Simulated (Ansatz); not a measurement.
# Ligand exchange: how K changes with temperature for C3H7Cl + GeH3I ⇌ C2H4ClI + GeH3(CH3)

Species: C3H7Cl (2-chloropropane) `CC(C)Cl`, singlet; GeH3I `[GeH3][I]`, singlet; C2H4ClI `CC(Cl)I`, singlet; GeH3(CH3) (methyl germane), singlet. The partners trade CH3 for I: C–CH3 and Ge–I bonds give way to C–I and Ge–CH3.

The electronic reaction energy at CCSD(T)/def2-TZVPP is +113.1 kJ/mol. Shapes: PBE0-D4/def2-TZVP. Programs: Ansatz 0.2.0. Enthalpy and entropy come from rigid-rotor, harmonic-oscillator sums on unscaled PBE0-D4/def2-TZVP wavenumbers, ideal gases at 1 bar; R ln 2 is added for the mirror twin of the chiral shape of C2H4ClI. Symmetry numbers: C3H7Cl 1, GeH3I 3, C2H4ClI 1, GeH3(CH3) 3. R = 8.3145 J/(mol K).

| T (K) | ΔH (kJ/mol) | ΔS (J/(mol K)) |
| --- | --- | --- |
| 800 | +109.9 | +17.0 |
| 1100 | ? | ? |
| 1400 | +111.2 | +18.3 |

Problem. Work out ln K at 800 and 1400 K, and from these estimate it at 1100 K.

Solution. 
1. 800 K: ΔG = +109.9 − 800 × (+17.0)/1000 = +96.3 kJ/mol; ln K = −ΔG/RT = -14.48.
2. 1400 K: ΔG = +111.2 − 1400 × (+18.3)/1000 = +85.6 kJ/mol; ln K = −ΔG/RT = -7.35.
3. Slope against 1000/T: (-7.35 − (-14.48))/(0.7143 − 1.2500) = -13.31, that is −ΔH/R with ΔH near +111 kJ/mol.
4. 1100 K: ln K = -14.48 + (-13.31) × (0.9091 − 1.2500) = -9.94.

The full sums give ΔH = +110.7 kJ/mol, ΔS = +17.9 J/(mol K), ΔG = +91.0 kJ/mol and ln K = -9.95 at 1100 K, so the line is off by +0.01 in ln K; without rounding the miss is +0.01, from the change of ΔH with temperature. The reactants are favoured over this whole range. An error of 10 kJ/mol in the energy moves ln K by 1.1 at 1100 K. Soft modes are treated as harmonic, which can err either way at these temperatures; the lowest are those of C3H7Cl (240 cm⁻¹), GeH3I (253 cm⁻¹), C2H4ClI (193 cm⁻¹), GeH3(CH3) (162 cm⁻¹). For atoms past krypton def2 sets carry core potentials with scalar relativity. Relativity is left out for Ge. Outer-core shells of Ge, I are correlated, in sets that cover them unevenly.

The exchange is uphill because it pairs the atoms badly. Iodine gives up a strong, polar bond to the more electropositive germanium for a weaker, less polar one to carbon, while methyl trades a robust C–C bond for a softer Ge–C bond with poorer overlap. Entropy favours the products, but only slightly: two molecules become two molecules, and part of the gain is simply the chirality of the chloroiodoethane. The rise of K on heating therefore reflects the endothermic enthalpy, not a large entropic drive.

The slow climb of ΔH towards the electronic value of +113.1 kJ/mol is also expected. Both sides have the same number of vibrations, so as these become classical the zero-point and thermal differences cancel. This suggests that the products have the softer modes overall, and it explains why the straight line interpolates so well.

The numbers describe this one equilibrium in isolation; at such temperatures HCl elimination from the chloropropane and decomposition of the germanes would probably intervene before it was reached.
